# Worked problem: hole position and depth in ELDOR-detected NMR of a nitroxide

## Problem

A nitroxide in frozen glass is observed at 95 GHz on its $m_I=0$ line. Consider molecules whose $\pi$-orbital axis $z$ lies at $\theta=20^\circ$ to the field. Inputs (typical or approximate):

- $B_0=3.389$ T, $\gamma_N/2\pi=3.078$ MHz/T, $I=1$
- hyperfine tensor, axial about $z$: $A_\parallel=98$ MHz, $A_\perp=18$ MHz
- quadrupole tensor, taken axial about $z$: $P_{zz}=-1.8$ MHz
- rectangular high-turning-angle pump pulse: $\nu_1=\omega_1/2\pi=2.0$ MHz, $t=1.5\ \mu$s

Find (a) the hole offsets, (b) their depth, (c) the central-hole half width, (d) the quadrupole corrections. Neglect relaxation and nuclear polarisation.

## Why the formula holds

All frequencies are $\nu=\omega/2\pi$. Without quadrupole coupling,

$$H/h=\nu_SS_z-\nu_NI_z+AS_zI_z+BS_zI_x .$$

The nucleus is quantised along different axes for $m_S=+\tfrac12$ ($\alpha$) and $-\tfrac12$ ($\beta$), with

$$\nu_{\alpha,\beta}=\sqrt{(A/2\mp\nu_N)^2+B^2/4},\qquad \sin2\eta=\sqrt k=\frac{B\nu_N}{\nu_\alpha\nu_\beta}.$$

Here $A/2>\nu_N$, the energies are $+\nu_\alpha m$ and $-\nu_\beta m'$, and $2\eta$ is the acute angle between the axes. The line $\beta m'\to\alpha m$ lies at $\nu_S+\nu_\alpha m+\nu_\beta m'$. Forbidden lines sharing a level with the observed line $(m,m')=(0,0)$ are $(\pm1,0)$ and $(0,\pm1)$, offset by $\pm\nu_\alpha$ and $\pm\nu_\beta$.

The drive $\nu_1S_x$ leaves the nucleus alone, so each line nutates at $\nu_1$ times a nuclear overlap, a rotation-matrix element $|d^I_{mm'}(2\eta)|$. For $I=\tfrac12$ the forbidden overlap is $\sin\eta\approx\sqrt k/2$ at small $k$. For $I=1$ it is $f=\sin2\eta/\sqrt2$, and the $(0,0)$ overlap is $\cos2\eta$.

Let the $\beta$ and $\alpha$ levels hold excess populations $\pm\tfrac12$. A resonant rotation by $\phi=2\pi\nu_1ft$ multiplies the excess of the shared level by $\cos\phi$. The observed difference falls from 1 to $(1+\cos\phi)/2$, so the depth is

$$d=\sin^2(\phi/2).$$

## Solution

**(a)** $\nu_N=3.078\ \text{MHz/T}\times3.389\ \text{T}=10.43$ MHz.

$A=A_\parallel\cos^2\theta+A_\perp\sin^2\theta=88.64$ MHz and $B=(A_\parallel-A_\perp)\sin\theta\cos\theta=25.71$ MHz.

Holes appear at $\pm\nu_\alpha=\pm36.25$ MHz and $\pm\nu_\beta=\pm56.24$ MHz. Off-resonant driving of the allowed lines shifts them by only $\tfrac14\nu_1^2(1/\nu_\alpha-1/\nu_\beta)=0.01$ MHz.

**(b)**
$$f=\frac{25.71\ \text{MHz}\times10.43\ \text{MHz}}{\sqrt2\times36.25\ \text{MHz}\times56.24\ \text{MHz}}=0.0930,$$
so $k=2f^2=0.0173$ and $2\eta=7.56^\circ$. The forbidden nutation frequency is $\nu_f=\nu_1f=0.186$ MHz, $\phi=2\pi\times0.186\ \text{MHz}\times1.5\ \mu\text{s}=1.75$ rad, and $d=0.59$ for all four holes. The signal would vanish at $t=1/(2\nu_f)=2.69\ \mu$s. The spin-½ overlap, $\sin\eta\approx0.0658$, would wrongly give 0.34.

**(c)** Near the observed line both levels are driven at $\nu_a=\nu_1\sqrt{1-k}$. At offset $\Delta$ the depth is $2\nu_a^2(\nu_a^2+\Delta^2)^{-1}\sin^2(\pi t\sqrt{\nu_a^2+\Delta^2})$. Once the oscillation is averaged out, for instance by $\nu_1$ inhomogeneity, a Lorentzian $\nu_a^2/(\nu_a^2+\Delta^2)$ remains, of half width $\nu_a=1.98$ MHz. Its tail at $\nu_\alpha$ is 0.003.

**(d)** The axes lie at $\arctan[B/(A\mp2\nu_N)]=20.8^\circ$ and $13.2^\circ$ from the field, hence $\psi_\alpha=0.8^\circ$ and $\psi_\beta=6.8^\circ$ from $z$. The term $\tfrac32P_{zz}(I_{\rm mol}^2-\tfrac23)$, with $I_{\rm mol}$ the spin component along the molecular axis, shifts $m=\pm1$ relative to $m=0$ by $Q=\tfrac34P_{zz}(3\cos^2\psi-1)$ to first order: $Q_\alpha=-2.70$ MHz, $Q_\beta=-2.64$ MHz. The offsets become:

| Line $(m,m')$ | Offset | Value / MHz |
|---|---|---|
| $(+1,0)$ | $\nu_\alpha+Q_\alpha$ | $+33.55$ |
| $(-1,0)$ | $-\nu_\alpha+Q_\alpha$ | $-38.95$ |
| $(0,+1)$ | $\nu_\beta-Q_\beta$ | $+58.88$ |
| $(0,-1)$ | $-\nu_\beta-Q_\beta$ | $-53.60$ |

These shifts far exceed $\nu_f$, so the pump must sit at the corrected offsets. Quadrupole mixing in the $\beta$ manifold has amplitude $3|P_{zz}|\sin2\psi_\beta/(4\sqrt2\,\nu_\beta)=0.004$, and less in $\alpha$. Against $f=0.0930$ this moves $d$ by a few hundredths, so quote $d\approx0.6$.

## At the spectrometer

A packet detuned by $\delta$ from the forbidden line has depth $\nu_f^2(\nu_f^2+\delta^2)^{-1}\sin^2(\pi t\sqrt{\nu_f^2+\delta^2})$, only 0.04 at $\delta=0.5$ MHz. In a glass the detected spins span many orientations, hyperfine strain and other $m_I$ lines, which spreads the offsets over megahertz, and phase relaxation on a microsecond scale damps the nutation. Real holes under this pulse are therefore broader than the single-packet result and shallower by a large factor.